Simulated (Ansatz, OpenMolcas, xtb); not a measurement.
**CH6Sn (SMILES [CH3][SnH3]): the HOMO–LUMO gap, rung by rung**

CH6Sn: 8 atoms, total charge 0, spin state singlet. As SMILES, `[CH3][SnH3]`. Geometry: relaxed at PBE0-D4/def2-TZVP.

Quantity: the HOMO–LUMO gap, in eV. The values are calculated.

```tsv
level	kind	program	value (eV)
GFN2-xTB	semi-empirical	xtb	6.81
HF/def2-SVP (core potential)	Hartree–Fock	Ansatz	14.66
SVWN5/def2-SVP (core potential)	LDA	Ansatz	7.15
PBE/def2-SVP (core potential)	GGA	Ansatz	7.19
M06-L/def2-SVP (core potential)	meta-GGA	OpenMolcas	8.03
TPSS/def2-SVP (core potential)	meta-GGA	OpenMolcas	7.48
B3LYP/def2-SVP (core potential)	global hybrid	OpenMolcas	8.67
HSE06/def2-SVP (core potential)	range-separated hybrid	Ansatz	8.41
wB97M-V/def2-SVP (core potential)	range-separated hybrid	Ansatz	12.95
B2PLYP/def2-SVP (core potential)	double hybrid	OpenMolcas	11.14
```

The values span 6.81 to 14.66 eV. Orbital gaps aren't excitation energies, and those of double hybrids come from the SCF part alone; they tend to grow with the share of exact exchange.

Every level gives methylstannane a wide gap, as expected of a saturated molecule with neither a lone pair nor a π system. The frontier orbitals are probably σ-bonding and σ*-antibonding combinations with substantial Sn–C and Sn–H character; tin's diffuse valence orbitals overlap less effectively than carbon's, which should keep the gap below that of ethane.

LDA and PBE nearly coincide, at 7.15 and 7.19 eV, so gradient corrections hardly matter here. The two range-separated hybrids, by contrast, lie far apart, at 8.41 eV for HSE06 and 12.95 eV for wB97M-V, probably because the former screens out long-range exact exchange while the latter retains it in full, pushing occupied and empty levels apart.

The calculations support a large orbital separation but not a single value for the fundamental gap: def2-SVP lacks diffuse functions, so the empty level may be an artificially confined continuum state rather than a bound valence orbital.
